**Magnetisability of 3-fluoroazetidine across functionals and basis sets**

The table holds the GIAO magnetisability, its anisotropy and the molar susceptibility of one gas-phase conformer at six Kohn-Sham levels (PySCF, non-relativistic, fixed geometry). The program diagonalises the tensors, splits the susceptibility into diamagnetic and paramagnetic terms about the centre of mass, and tests the parameter-free point-nuclei estimate $(e^2/6m_e)\sum ZR^2$ of the paramagnetic term. The estimate gives about 95 % of that term in every row, and the total is about a seventh of the diamagnetic term, or nearer a sixth for the minimal basis. The minimal basis is 15.8 % more diamagnetic than B3LYP/Sadlej pVTZ, mostly through 1.99 Å² of extra $\sum\langle r^2\rangle$. The three larger B3LYP bases agree to 0.26 % in the mean but spread by 16.5 % of the Sadlej value in the anisotropy, because principal values shift in opposite directions.

Calculated values. PySCF 2.14.0, non-relativistic GIAO Kohn–Sham DFT with density fitting, for one conformer of 3-fluoroazetidine in the gas phase at the PBE0-D3(BJ)/def2-SVP geometry. Magnetisability and molar susceptibility are isotropic means; the anisotropy is the square root of half the summed squared differences of the principal values.

## Script

```python
# Table: GIAO magnetisability, its anisotropy and molar susceptibility of 3-fluoroazetidine, PySCF, Kohn-Sham DFT,
# six functional/basis levels, one geometry. Tested: where levels disagree, dia/para cancellation, point-nuclei estimate.
T = {
    'system': ['B3LYP/MINI', 'BHandHLYP/aug-pcSseg-1', 'LDA/aug-pcSseg-1', 'B3LYP/def2-SVP', 'B3LYP/Sadlej pVTZ', 'B3LYP/6-311G(d,p)'],
    'magnetisability': [-788.6, -700.2, -687.0, -681.4, -681.2, -679.6],  # 1e-30 J/T^2
    'magnetisability_anisotropy': [210.8, 171.7, 177.6, 150.6, 180.3, 163.0],  # 1e-30 J/T^2
    'susceptibility': [-47.49, -42.17, -41.38, -41.04, -41.02, -40.92],  # 1e-6 cm^3/mol
}
import numpy as np
from scipy.constants import mu_0, N_A, e, m_e, pi
from scipy.stats import spearmanr
L = T['system']; xi = np.array(T['magnetisability']); an = np.array(T['magnetisability_anisotropy']); chi = np.array(T['susceptibility'])
# further outputs of the same runs: tensor xx xy xz yy yz zz (1e-30 J/T^2); dia, para along a b c (1e-6 cm^3/mol); HOMO, LUMO (eV); energy (Eh)
X = {'B3LYP/MINI': ([-834.04,-0.85,-6.69,-860.06,-65.86,-671.6], [-204.685,-308.997,-372.557], [153.287,258.767,331.718], -7.164714, 2.521808, -270.41295),
 'BHandHLYP/aug-pcSseg-1': ([-732.74,-1.11,-5.5,-760.65,-55.93,-607.29], [-197.627,-304.072,-366.463], [152.005,259.945,329.706], -8.095613, 0.018569, -272.31328),
 'LDA/aug-pcSseg-1': ([-717.97,-1.51,-5.6,-752.14,-57.24,-591.03], [-198.382,-304.407,-366.801], [153.37,261.171,330.924], -5.348751, -0.75773, -270.297553),
 'B3LYP/def2-SVP': ([-699.82,-1.73,-5.02,-736.9,-55.7,-607.61], [-197.271,-302.777,-365.71], [152.549,260.636,329.46], -6.193306, 1.153558, -272.268689),
 'B3LYP/Sadlej pVTZ': ([-714.27,-1.81,-5.23,-751.29,-49.85,-578.11], [-198.179,-304.315,-366.853], [153.92,261.304,331.05], -6.482911, -0.45352, -272.547584),
 'B3LYP/6-311G(d,p)': ([-704.81,-1.43,-5.39,-737.76,-57.71,-596.1], [-197.423,-303.171,-365.932], [152.811,260.727,330.216], -6.281085, 0.77819, -272.54872)}
# geometry (angstrom) of the same runs: F C C N C H6; nuclear and electronic g factors of the Sadlej run
R = np.array([[.06,1.47,1.68],[.06,1.13,.35],[1.04,0,.01],[-.08,-.94,-.03],[-1.06,.14,-.02],[.13,2.05,-.23],[1.79,-.2,.79],[1.56,.17,-.95],[-.11,-1.58,-.82],[-1.52,.38,-.99],[-1.85,.05,.74]])
Z = np.array([9,6,6,7,6]+[1]*6); A = np.array([19,12,12,14,12]+[1]*6)
gn = np.array([.66355,.55484,.56951]); ge = np.array([.70404,.58163,.60037])
MI, BH, LD, SV, SA, PO = [L.index(n) for n in X]
ang = lambda u, v: np.degrees(np.arccos(abs(u@v)/np.linalg.norm(u)/np.linalg.norm(v)))
k = mu_0*N_A/(4*pi)*1e-18; c = e**2/(6*m_e)*1e10*k
res = abs(k*xi-chi).max()
print(f"chi = {k:.5f} x xi; largest residual {res:.4f}, rounding limit {0.005+0.05*k:.4f} (1e-6 cm^3/mol)")
nrm = np.linalg.svd(R[1:5]-R[1:5].mean(0))[2][2]; cf = R[0]-R[1]; d = R[2]-R[4]
print(f"ring pucker {ang(np.cross(d,R[1]-R[4]),np.cross(d,R[3]-R[4])):.0f} deg; C-F bond to ring normal {ang(cf,nrm):.0f} deg")
print("level | xi, anisotropy, principal values (1e-30 J/T^2) | least diamagnetic axis to normal, to C-F (deg)")
W, th = [], []
for i, n in enumerate(L):
    t = X[n][0]; w, v = np.linalg.eigh([[t[0],t[1],t[2]],[t[1],t[3],t[4]],[t[2],t[4],t[5]]])
    W.append(w); th.append(ang(v[:,2], nrm))
    print(f"{n:23s}| {xi[i]:.1f} {an[i]:.1f} {w[0]:.1f} {w[1]:.1f} {w[2]:.1f} | {th[i]:.0f} {ang(v[:,2],cf):.0f}")
W = np.array(W); a2 = np.sqrt(((W-np.roll(W,1,axis=1))**2).sum(1)/2)
print(f"tensor against table, largest difference: mean {abs(W.mean(1)-xi).max():.2f}, anisotropy {abs(a2-an).max():.2f} (rounding 0.05)")
D = np.array([X[n][1] for n in L]); P = np.array([X[n][2] for n in L]); di, pa = D.mean(1), P.mean(1)
gap = np.array([X[n][4]-X[n][3] for n in L]); E = np.array([X[n][5] for n in L])
s = (Z*((R-(A[:,None]*R).sum(0)/A.sum())**2).sum(1)).sum(); nuc = c*s
print(f"e^2/6m = {c:.3f} (1e-6 cm^3/mol) per A^2; sum Z R^2 = {s:.1f} A^2; point-nuclei term {nuc:.1f}")
print(f"same term from g factors {(P[SA]*gn/ge).mean():.1f}; share of para {100*nuc/pa.max():.1f} to {100*nuc/pa.min():.1f} %")
print("level | dia, para, sum, dia+nuclei, para-nuclei (1e-6 cm^3/mol) | <r^2> (A^2) | gap (eV)")
for i, n in enumerate(L):
    print(f"{n:23s}| {di[i]:.2f} {pa[i]:.2f} {di[i]+pa[i]:.2f} {di[i]+nuc:.1f} {pa[i]-nuc:.1f} | {-di[i]/c:.2f} | {gap[i]:.2f}")
print(f"ratio dia/total: MINI {di[MI]/chi[MI]:.2f}, Sadlej {di[SA]/chi[SA]:.2f}")
f = lambda x, p: ' '.join(f"{y:+.{p}f}" for y in x)
for i, j in [(MI,SA),(SA,SV),(SA,PO),(LD,BH)]:
    print(f"{L[i]} minus {L[j]}: xi {xi[i]-xi[j]:+.1f} ({100*(xi[i]/xi[j]-1):+.2f} % in size), anisotropy {an[i]-an[j]:+.1f} ({100*(an[i]/an[j]-1):+.1f} %)")
    print(f"   principal values {f(W[i]-W[j],1)}; chi: dia {di[i]-di[j]:+.2f}, para {pa[i]-pa[j]:+.2f}, sum {di[i]+pa[i]-di[j]-pa[j]:+.2f}")
S = -(D[MI]-D[SA])/(1.5*c); share = (di[MI]-di[SA])/(di[MI]+pa[MI]-di[SA]-pa[SA])
print(f"MINI minus Sadlej: <r^2> {S.sum()/2:+.2f} A^2 ({100*(di[MI]/di[SA]-1):+.2f} %); <a^2> <b^2> <c^2> {f(S.sum()/2-S,2)} A^2")
print(f"   dia share of the shift {100*share:.0f} %; dia shift / Sadlej total {100*(di[MI]-di[SA])/chi[SA]:.1f} %")
print(f"Sadlej minus def2-SVP along a b c: dia {f(D[SA]-D[SV],2)}; para {f(P[SA]-P[SV],2)}")
B = [SV, SA, PO]; sx, sa = np.ptp(xi[B]), np.ptp(an[B])
print(f"three larger B3LYP bases: spread of xi {sx:.1f} ({100*sx/abs(xi[SA]):.2f} % of Sadlej), of anisotropy {sa:.1f} ({100*sa/an[SA]:.1f} %)")
print(f"   spread of principal values {f(np.ptp(W[B],axis=0),1)}; ratio of spreads anisotropy/xi {sa/sx:.0f}")
print(f"functional pair / basis spread: xi {abs(xi[LD]-xi[BH])/sx:.1f}, anisotropy {abs(an[LD]-an[BH])/sa:.2f}")
print(f"B3LYP xi minus LDA xi (def2-SVP, Sadlej, 6-311G(d,p)): {f(xi[B]-xi[LD],1)}; BHandHLYP minus LDA {xi[BH]-xi[LD]:+.1f}")
m = [i for i in range(len(L)) if i != MI]
print(f"rank correlation gap vs para: all six {spearmanr(gap,pa)[0]:+.2f}, without MINI {spearmanr(gap[m],pa[m])[0]:+.2f}")
print(f"MINI minus 6-311G(d,p): gap {gap[MI]-gap[PO]:+.2f} eV, para {pa[MI]-pa[PO]:+.3f}; LDA minus Sadlej: gap {gap[LD]-gap[SA]:+.2f} eV, para {pa[LD]-pa[SA]:+.2f}")
print(f"BHandHLYP/LDA gap ratio {gap[BH]/gap[LD]:.2f}; LDA/BHandHLYP ratio of para-nuclei {(pa[LD]-nuc)/(pa[BH]-nuc):.2f}")
print(f"B3LYP energy above 6-311G(d,p) (Eh): MINI {E[MI]-E[PO]:.3f}, def2-SVP {E[SV]-E[PO]:.3f}, Sadlej {E[SA]-E[PO]:.4f}")
assert res < 0.01 and abs(a2-an).max() < 0.1
assert xi.argmin() == MI and share > 0.5 and (W[MI] < W[SA]).all()
assert sa > 5*sx and (W[SA]-W[SV]).min() < 0 < (W[SA]-W[SV]).max()
assert max(th) < 15
```

Running it gives:

```
chi = 0.06022 x xi; largest residual 0.0079, rounding limit 0.0080 (1e-6 cm^3/mol)
ring pucker 17 deg; C-F bond to ring normal 25 deg
level | xi, anisotropy, principal values (1e-30 J/T^2) | least diamagnetic axis to normal, to C-F (deg)
B3LYP/MINI             | -788.6 210.8 -881.0 -834.1 -650.7 | 7 32
BHandHLYP/aug-pcSseg-1 | -700.2 171.7 -779.0 -732.7 -588.9 | 8 32
LDA/aug-pcSseg-1       | -687.0 177.6 -770.6 -717.9 -572.6 | 7 32
B3LYP/def2-SVP         | -681.4 150.6 -757.8 -699.8 -586.8 | 10 35
B3LYP/Sadlej pVTZ      | -681.2 180.3 -764.8 -714.2 -564.6 | 4 29
B3LYP/6-311G(d,p)      | -679.6 163.0 -758.5 -704.8 -575.4 | 9 34
tensor against table, largest difference: mean 0.05, anisotropy 0.05 (rounding 0.05)
e^2/6m = 2.828 (1e-6 cm^3/mol) per A^2; sum Z R^2 = 83.5 A^2; point-nuclei term 236.1
same term from g factors 236.1; share of para 94.9 to 95.5 %
level | dia, para, sum, dia+nuclei, para-nuclei (1e-6 cm^3/mol) | <r^2> (A^2) | gap (eV)
B3LYP/MINI             | -295.41 247.92 -47.49 -59.3 11.8 | 104.45 | 9.69
BHandHLYP/aug-pcSseg-1 | -289.39 247.22 -42.17 -53.3 11.1 | 102.32 | 8.11
LDA/aug-pcSseg-1       | -289.86 248.49 -41.37 -53.8 12.4 | 102.49 | 4.59
B3LYP/def2-SVP         | -288.59 247.55 -41.04 -52.5 11.4 | 102.03 | 7.35
B3LYP/Sadlej pVTZ      | -289.78 248.76 -41.02 -53.7 12.7 | 102.46 | 6.03
B3LYP/6-311G(d,p)      | -288.84 247.92 -40.92 -52.7 11.8 | 102.12 | 7.06
ratio dia/total: MINI 6.22, Sadlej 7.06
B3LYP/MINI minus B3LYP/Sadlej pVTZ: xi -107.4 (+15.77 % in size), anisotropy +30.5 (+16.9 %)
   principal values -116.2 -119.9 -86.0; chi: dia -5.63, para -0.83, sum -6.46
B3LYP/Sadlej pVTZ minus B3LYP/def2-SVP: xi +0.2 (-0.03 % in size), anisotropy +29.7 (+19.7 %)
   principal values -7.0 -14.4 +22.1; chi: dia -1.20, para +1.21, sum +0.01
B3LYP/Sadlej pVTZ minus B3LYP/6-311G(d,p): xi -1.6 (+0.24 % in size), anisotropy +17.3 (+10.6 %)
   principal values -6.3 -9.4 +10.8; chi: dia -0.94, para +0.84, sum -0.10
LDA/aug-pcSseg-1 minus BHandHLYP/aug-pcSseg-1: xi +13.2 (-1.89 % in size), anisotropy +5.9 (+3.4 %)
   principal values +8.5 +14.8 +16.3; chi: dia -0.48, para +1.27, sum +0.79
MINI minus Sadlej: <r^2> +1.99 A^2 (+1.94 %); <a^2> <b^2> <c^2> +0.46 +0.89 +0.65 A^2
   dia share of the shift 87 %; dia shift / Sadlej total 13.7 %
Sadlej minus def2-SVP along a b c: dia -0.91 -1.54 -1.14; para +1.37 +0.67 +1.59
three larger B3LYP bases: spread of xi 1.8 (0.26 % of Sadlej), of anisotropy 29.7 (16.5 %)
   spread of principal values +7.0 +14.4 +22.1; ratio of spreads anisotropy/xi 17
functional pair / basis spread: xi 7.3, anisotropy 0.20
B3LYP xi minus LDA xi (def2-SVP, Sadlej, 6-311G(d,p)): +5.6 +5.8 +7.4; BHandHLYP minus LDA -13.2
rank correlation gap vs para: all six -0.60, without MINI -0.90
MINI minus 6-311G(d,p): gap +2.63 eV, para +0.006; LDA minus Sadlej: gap -1.44 eV, para -0.27
BHandHLYP/LDA gap ratio 1.77; LDA/BHandHLYP ratio of para-nuclei 1.11
B3LYP energy above 6-311G(d,p) (Eh): MINI 2.136, def2-SVP 0.280, Sadlej 0.0011
```
